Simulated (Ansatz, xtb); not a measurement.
## Relative energy of two isomers of C4H11BOSi

Structure a is `C/C=C/BO[SiH2]C`, a singlet and structure b is `C=C(C)[SiH2]OBC`, a singlet. Both are isolated molecules in the gas phase, relaxed with r2SCAN-D4/def2-SVP, each in the lowest conformer that the search found.

Q: Which of the two would you expect CCSD(T)/def2-SVP + ΔMP2/def2-TZVPP electronic energies to favour?

A: Structure a; the calculation gives E(b) − E(a) = +24.8 kJ/mol.

The same difference at several levels:

```
                             level            geometry  E(b) − E(a) (kJ/mol)  departure from the last row (kJ/mol)  job, with rough time for the two
                          GFN2-xTB            GFN2-xTB                    +7.1                                 −17.8              optimisation, 0.56 s
                         HF/STO-3G            GFN2-xTB                   +24.1                                  −0.7               single point, 0.4 s
      r2SCAN-D4/def2-SVP//GFN2-xTB            GFN2-xTB                   +28.0                                  +3.1               single point, 4.1 s
                r2SCAN-D4/def2-SVP  r2SCAN-D4/def2-SVP                   +27.3                                  +2.5             optimisation, 2.2 min
                       HF/def2-SVP  r2SCAN-D4/def2-SVP                   +29.5                                  +4.6           part of the CCSD(T) run
                      MP2/def2-SVP  r2SCAN-D4/def2-SVP                   +24.9                                  +0.1           part of the CCSD(T) run
                  CCSD(T)/def2-SVP  r2SCAN-D4/def2-SVP                   +23.8                                  −1.0                      single point
CCSD(T)/def2-SVP + ΔMP2/def2-TZVPP  r2SCAN-D4/def2-SVP                   +24.8                                                   single point, 1.7 min
```

As drawn, both hold the same kinds of bond in the same numbers.

None of the levels shown reverses the order. The largest departure from CCSD(T)/def2-SVP + ΔMP2/def2-TZVPP is that of GFN2-xTB, 17.8 kJ/mol. A small imaginary or near-zero mode remains, so no thermal terms are given. The last row adds to CCSD(T) the change of the MP2 difference between the two basis sets, here +1.0 kJ/mol.

The correlated steps freeze 11 core orbitals. Programs: Ansatz 0.2.0, xtb 6.7.1; the last row on 4 threads of Arm Neoverse V1 on a shared host.

The preference for a most likely comes from where the alkenyl group sits. In a it is bound to boron, whose formally empty p orbital can accept π density from the C=C bond. The methyl group on the far alkene carbon supports this by stabilising the positive charge that builds up there. In b the alkenyl group is on silicon, which has no comparable low-lying acceptor orbital, and boron carries a methyl group that offers only weaker hyperconjugation. Oxygen donates into the same boron orbital in both isomers, which probably tempers the advantage.

Hartree–Fock already gives the full preference, so electron correlation is not its source; in the def2-SVP basis it trims the gap modestly. The GFN2-xTB shortfall lies in its energies rather than its structures, since r2SCAN-D4 gives nearly the same difference on either set of geometries. The close agreement of HF/STO-3G is probably a cancellation of errors. Because the alkene substitution pattern changes along with the attachment site, the energy difference is not a measure of the boron–alkenyl conjugation alone.
